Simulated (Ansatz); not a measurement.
Telling isomers of ClGaH4Si apart by their spectra

These gas-phase data were calculated for one isomer of ClGaH4Si at B3LYP-D3(BJ)/6-311G** (harmonic, unscaled wavenumbers; equilibrium rotational constants with average atomic masses):

* rotational constants: 10.86, 1.397, 1.256 GHz
* all wavenumbers above 1500 cm⁻¹: 2222, 2212, 1967, 1941
* dipole moment: 1.72 D (PBE0/def2-TZVPD)

Candidates:

(1) `Cl[SiH2][GaH2]`, a singlet
(2) `[SiH3][GaH][Cl]`, a singlet

Q: Which candidate do the data belong to?

A: Candidate (1). 2 modes lie between 2000 and 2380 cm⁻¹, one for each Si–H bond, while (2) has 3.

The same quantities for all candidates:

```tsv
	rotational constants (GHz)	wavenumbers above 1500 cm⁻¹	dipole (D)	E above the lowest, B3LYP-D3(BJ)/6-311G** (kcal/mol)
(1)	10.86, 1.397, 1.256	2222, 2212, 1967, 1941	1.72	13.8
(2)	7.649, 1.995, 1.612	2235, 2234, 2220, 1973	2.42	0.0
```

Harmonic stretches to hydrogen usually lie a few per cent above observed fundamentals. Each candidate is one conformer. Programs: Ansatz 0.2.0.

The split between the two groups of stretches reflects bond stiffness rather than mass: hydrogen dominates the reduced mass in both Si–H and Ga–H, but the Ga–H bond is weaker and softer. The band count therefore shows how hydrogen is shared between silicon and gallium, and so where chlorine sits. The rotational constants support the assignment independently. With light silicon in the middle and gallium and chlorine at the ends, candidate (1) has the larger A and the smaller B and C; placing gallium at the centre reverses this.

Of these two singlets, the one matching the data is the less stable, by 13.8 kcal/mol. Moving chlorine to gallium exchanges Si–Cl and Ga–H for Ga–Cl and Si–H. The preference probably comes largely from the strength of Si–H relative to Ga–H, with some help from chlorine lone-pair donation into the formally empty gallium p orbital. The order applies to isolated monomers and need not survive association, since three-coordinate gallium readily forms hydride or chloride bridges.
